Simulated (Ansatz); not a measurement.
## MoS₂: energy above lowest point as volume scale varies

All results are calculated (Ansatz 0.2.0). Free energy against uniform scaling of the volume at fixed shape and fractions; periodic cell, basis, potentials, k mesh and filling as listed.

The cell before it is scaled or strained (space group P-3m1, No. 164):
```
CELL_PARAMETERS angstrom
3.22750 0.00000 0.00000
-1.61370 2.79510 0.00000
0.00000 0.00000 6.31250
ATOMIC_POSITIONS crystal
Mo 0.00000 0.00000 0.50000
S 0.33333 0.66667 0.25532
S 0.66667 0.33333 0.74468
```

Settings of every row: functional PBEsol; dispersion none; potentials PAW; wave cutoff 500 eV; density cutoff 2000 eV; k mesh 10x10x5; k shift 0x0x0; occupations cold; smearing width 0.1 eV; spin none.

Limits: a layered crystal: even scaling strains the bonds within the layers, so this curve is stiffer than the crystal under pressure; coarse k mesh, up to 40 meV an atom off; the cell comes from a prototype or a list of computed structures and needn't be the stable phase.

```csv
row,volume scale,V (Å³/atom),energy above lowest point (meV/atom)
1,0.9,17.084,56.2
2,0.925,17.558,?
3,0.95,18.033,5.7
4,0.975,18.508,0
5,1,18.982,5.1
6,1.025,19.457,19.6
7,1.05,19.931,42.3
8,1.075,20.406,72.1
9,1.1,20.88,108.1
```

Question: what energy above lowest point should row 2 give?

Worked fit of energy above lowest point. Take u = (V_r/V)^(2/3) − 1 with V_r = 19.22 Å³ an atom, which is twice the finite (Eulerian) strain; such expansions in the strain, on which the Birch-Murnaghan equation of state is built, carry the rest volume and the bulk modulus. The shown rows have u = 0.08171, 0.04341, 0.02548, 0.00834, -0.00814, -0.02393, -0.03913, -0.05373. Least squares give energy above lowest point = 11.27 − 884.6 × u + 17266 × u² + 3539 × u³ meV/atom; a parabola predicts inner rows, each left out in turn, worse (root mean square 0.27 against 0.018 meV/atom). All shown rows lie on it to the printed digit. Its lowest point lies at u = 0.0254, or V = 18.51 Å³ an atom, and the curvature there gives the bulk modulus at fixed shape and fractions, B = (4/9)(1 + u)² E″(u)/V = 142 GPa. Letting shape and atoms relax would as a rule lower it, by much in layered, chain or molecular crystals. The withheld row has u = 0.06215, so the fit gives 11.27 − 884.6 × (0.06215) + 17266 × (0.06215)² + 3539 × (0.06215)³ = 23.8 meV/atom.

The calculation gave 23.8 meV/atom. The fit meets it to the printed digit.
